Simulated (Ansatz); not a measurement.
A series in volume scale on Ru

Results calculated with Ansatz 0.2.0, not measured. Free energy against uniform scaling of the volume at fixed shape and fractions; periodic cell, basis, potentials, k mesh and filling as listed.

The cell before it is scaled or strained (space group P6_3/mmc, No. 194):
```
Ru
1.0
      2.7058     0.0000     0.0000
     -1.3529     2.3433     0.0000
      0.0000     0.0000     4.2819
Ru
2
Direct
  0.33333 0.66667 0.25000
  0.66667 0.33333 0.75000
```

Settings of every row: functional PBE; dispersion none; potentials PAW; wave cutoff 500 eV; density cutoff 2000 eV; k mesh 12x12x7; k shift 0x0x0; occupations cold; smearing width 0.05 eV; spin none.

Limits: coarse k mesh, up to 40 meV an atom off.

| row | volume scale | V (Å³/atom) | pressure (GPa) | energy above lowest point (meV/atom) |
| --- | --- | --- | --- | --- |
| 1 | 0.9 | 12.217 | ? | ? |
| 2 | 0.925 | 12.557 | 35.68 | 120.8 |
| 3 | 0.95 | 12.896 | 23.7 | 58.2 |
| 4 | 0.975 | 13.235 | 13.33 | 19.2 |
| 5 | 1 | 13.575 | 4.34 | 0.8 |
| 6 | 1.025 | 13.914 | -3.44 | 0 |
| 7 | 1.05 | 14.253 | -10.16 | 14.6 |
| 8 | 1.075 | 14.593 | -15.97 | 42.4 |
| 9 | 1.1 | 14.932 | -20.97 | 81.7 |

Question: what pressure and energy above lowest point should row 1 give?

Worked fit of pressure. Take u = (V_r/V)^(2/3) − 1 with V_r = 13.744 Å³ an atom, which is twice the finite (Eulerian) strain; such expansions in the strain, on which the Birch-Murnaghan equation of state is built, carry the rest volume and the bulk modulus. The shown rows have u = 0.06207, 0.04337, 0.02548, 0.00828, -0.00816, -0.02395, -0.03917, -0.05377. Least squares give pressure = 0.316 + 472.12 × u + 1489.4 × u² + 1333 × u³ GPa; a parabola predicts inner rows, each left out in turn, worse (root mean square 0.064 against 0.0088 GPa). The rows lie off it by 0.00, 0.00, 0.00, 0.01, 0.00, 0.00, 0.00, 0.00. The pressure vanishes at u = -0.0007, or V = 13.76 Å³ an atom, and there the bulk modulus at fixed shape and fractions is B = −V dP/dV = (2/3)(1 + u) dP/du = 313 GPa. Letting shape and atoms relax would as a rule lower it, by much in layered, chain or molecular crystals. The withheld row has u = 0.08168, so the fit gives 0.316 + 472.12 × (0.08168) + 1489.4 × (0.08168)² + 1333 × (0.08168)³ = 49.54 GPa.

The calculation gave 49.5 GPa. The fit lies 0.04 GPa (0.057 % of the column's range) above it; its largest miss of a shown row is 0.01 GPa. This row lies beyond the range of the fit.

Worked fit of energy above lowest point. Take u = (V_r/V)^(2/3) − 1 with V_r = 13.744 Å³ an atom, which is twice the finite (Eulerian) strain; such expansions in the strain, on which the Birch-Murnaghan equation of state is built, carry the rest volume and the bulk modulus. The shown rows have u = 0.06207, 0.04337, 0.02548, 0.00828, -0.00816, -0.02395, -0.03917, -0.05377. Least squares give energy above lowest point = −1.66 + 40.2 × u + 30302 × u² + 13506 × u³ meV/atom; a parabola predicts inner rows, each left out in turn, worse (root mean square 0.65 against 0.062 meV/atom). The rows lie off it by 0.0, 0.0, -0.1, 0.0, 0.0, 0.0, 0.0, 0.0. Its lowest point lies at u = -0.0007, or V = 13.76 Å³ an atom, and the curvature there gives the bulk modulus at fixed shape and fractions, B = (4/9)(1 + u)² E″(u)/V = 313 GPa. Letting shape and atoms relax would as a rule lower it, by much in layered, chain or molecular crystals. The withheld row has u = 0.08168, so the fit gives −1.66 + 40.2 × (0.08168) + 30302 × (0.08168)² + 13506 × (0.08168)³ = 211.1 meV/atom.

The calculation gave 210.6 meV/atom. The fit lies 0.5 meV/atom (0.24 % of the column's range) above it; its largest miss of a shown row is 0.1 meV/atom. This row lies beyond the range of the fit.
